Dear colleague,

The quartet spectrum of Cr³⁺ in ruby, or of chromium traces in a sapphire wafer, has three spin-allowed bands but only two parameters in the cubic model. Two bands therefore fix the third.

**Problem.** Treat Cr³⁺ ($3d^3$) in Al₂O₃ as octahedral, with $t_{2g}$ at $-4Dq$ and $e_g$ at $+6Dq$, $Dq>0$. Use the typical band centres $\nu_1=18\,000$ cm⁻¹ (556 nm) and $\nu_2=24\,600$ cm⁻¹ (407 nm), each with an assumed independent uncertainty of 300 cm⁻¹. Find $Dq$, the Racah parameter $B$, the third band $\nu_3$, and the composition of the two ${}^4T_{1g}$ states.

**Why the formula holds.** Three parallel spins in five orbitals give ten orbital states, the terms ${}^4F$ and ${}^4P$. They amount to two holes in the spin-up shell, so the F–P gap is that of $d^2$: $15B$, with $B=F^2/49-5F^4/441$ in Slater integrals. I set the zero of energy at ${}^4F$. In $O_h$, $F\to A_{2g}+T_{2g}+T_{1g}$ and $P\to T_{1g}$. By configuration, $t_{2g}^3$ ($-12Dq$) gives $A_{2g}$, $t_{2g}^2e_g$ ($-2Dq$) gives $T_{2g}+T_{1g}$, and $t_{2g}e_g^2$ ($+8Dq$) gives $T_{1g}$.

$A_{2g}$ and $T_{2g}$ occur once, so each is pure ${}^4F$ and a pure configuration, at $-12Dq$ and $-2Dq$. Hence $\nu_1=10Dq$.

$T_{1g}$ occurs twice. The cubic field on $d$ electrons is a rank-4 tensor, which has no matrix element within $L=1$, so the P–P element is $15B$ alone. At $B=0$ the eigenvalues must be $-2Dq$ and $8Dq$. Their sum fixes the F–F element as $6Dq$, and their product $-16Dq^2$ fixes the square of the F–P element as $16Dq^2$. In the basis (F, P), with the off-diagonal sign a phase choice,

$$H(T_{1g})=\begin{pmatrix}6Dq&-4Dq\\-4Dq&15B\end{pmatrix}.$$

The same block holds for $d^8$ (two holes). For $d^2$ and high-spin $d^7$ (two electrons outside an empty or half-filled shell) $Dq$ changes sign. The lower $T_{1g}$ is then the ground term, and the three bands go to $T_{2g}$ at $+2Dq$, $A_{2g}$ at $+12Dq$ and the upper $T_{1g}$.

Diagonalising and adding $12Dq$ to count from ${}^4A_{2g}$,

$$\nu_{2,3}=15Dq+\tfrac{15}{2}B\mp\tfrac12 S,\qquad S=\sqrt{225B^2-180B\,Dq+100Dq^2},$$

and the sum gives $\nu_2+\nu_3-3\nu_1=15B$.

**Solution.** First, $Dq=\nu_1/10=1800$ cm⁻¹. The secular equation, counted from the ground term, is $(18Dq-\nu)(12Dq+15B-\nu)=16Dq^2$. It is linear in $B$; with $\nu=\nu_2$ and $Dq=\nu_1/10$,

$$15B=\frac{(\nu_2-\nu_1)(2\nu_1-\nu_2)}{1.8\,\nu_1-\nu_2}=\frac{(6600\ \text{cm}^{-1})(11\,400\ \text{cm}^{-1})}{7800\ \text{cm}^{-1}}=9646\ \text{cm}^{-1}.$$

I carry guard digits and round at the end. So $B=643$ cm⁻¹ and $Dq/B=2.80$. The sum rule gives

$$\nu_3=3\nu_1+15B-\nu_2=(54\,000+9646-24\,600)\ \text{cm}^{-1}=39\,046\ \text{cm}^{-1},$$

and $S=\nu_3-\nu_2=14\,446$ cm⁻¹.

*Size of the mixing.* Without the F–P element the bands would lie at $18Dq=32\,400$ cm⁻¹ (F) and $12Dq+15B=31\,246$ cm⁻¹ (P). The coupling $4Dq=7200$ cm⁻¹ pushes each outward by 6646 cm⁻¹. The two diagonal elements cross at $Dq/B=2.5$, and we are just beyond that, with $15B-6Dq=-1154$ cm⁻¹. The F weight of the lower state is

$$w_F=\tfrac12\left[1+\frac{15B-6Dq}{S}\right]=0.46 .$$

The label ${}^4T_{1g}(F)$ thus records only where the level goes as $Dq\to0$.

*Configurations.* The $B=0$ eigenvectors are $t_{2g}^2e_g=(F+2P)/\sqrt5$ and $t_{2g}e_g^2=(2F-P)/\sqrt5$. In that basis the block has diagonal elements $-2Dq+12B$ and $8Dq+3B$, with coupling $-6B$. The weight of $t_{2g}^2e_g$ in the lower state is $\tfrac12[1+(10Dq-9B)/S]=0.92$, which leaves 0.08 in the upper. The dipole operator moves one electron, so from $t_{2g}^3$ it reaches only $t_{2g}^2e_g$, and within this model the third band should be the weaker of the two $T_{1g}$ bands. All three transitions are $g\to g$ and parity-forbidden in $O_h$; they gain intensity from the odd part of the field at the true site, $C_3$, which has no inversion centre, and from odd vibrations.

*Uncertainty.* Differentiating, $\partial B/\partial\nu_1=-0.133$, $\partial B/\partial\nu_2=0.123$, $\partial\nu_3/\partial\nu_1=1.00$ and $\partial\nu_3/\partial\nu_2=0.85$. Adding in quadrature gives $\delta B=54$ cm⁻¹, $\delta\nu_3=0.4\times10^3$ cm⁻¹ and, by the same route, $\delta w_F=0.03$.

**What is left out.** The trigonal field splits each $T$ term into $A+E$ by typically 500 to 800 cm⁻¹, and the spin–orbit constant is typically near 200 cm⁻¹. Both are small beside the 6646 cm⁻¹ shift, but the first rivals the 1154 cm⁻¹ gap between the diagonal elements, so read $w_F$ as "about half". To first order the trigonal splitting leaves the centre of gravity in place, so average your polarised maxima with weights 1 ($A$) and 2 ($E$). Band maxima are vertical transitions, so $Dq$ belongs to the ground-state geometry. The model also uses one $B$, although covalency need not reduce the repulsion equally in $t_{2g}$ and $e_g$.

**Result.** These numbers are the cubic model's for the assumed inputs: $Dq=1800\pm30$ cm⁻¹, $B=(6.4\pm0.5)\times10^2$ cm⁻¹, $\nu_3=(39.0\pm0.4)\times10^3$ cm⁻¹, or $256\pm3$ nm. The first two bands were used up in fixing $Dq$ and $B$, so reproducing them tests nothing, and only $\nu_3$ does. If you locate it to 300 cm⁻¹ as well, the sum rule returns $B$ to within $\sqrt{1+1+9}\times300/15=66$ cm⁻¹. That is no tighter than the two-band value, and the two estimates coincide exactly when your $\nu_3$ falls at the predicted position.

With best regards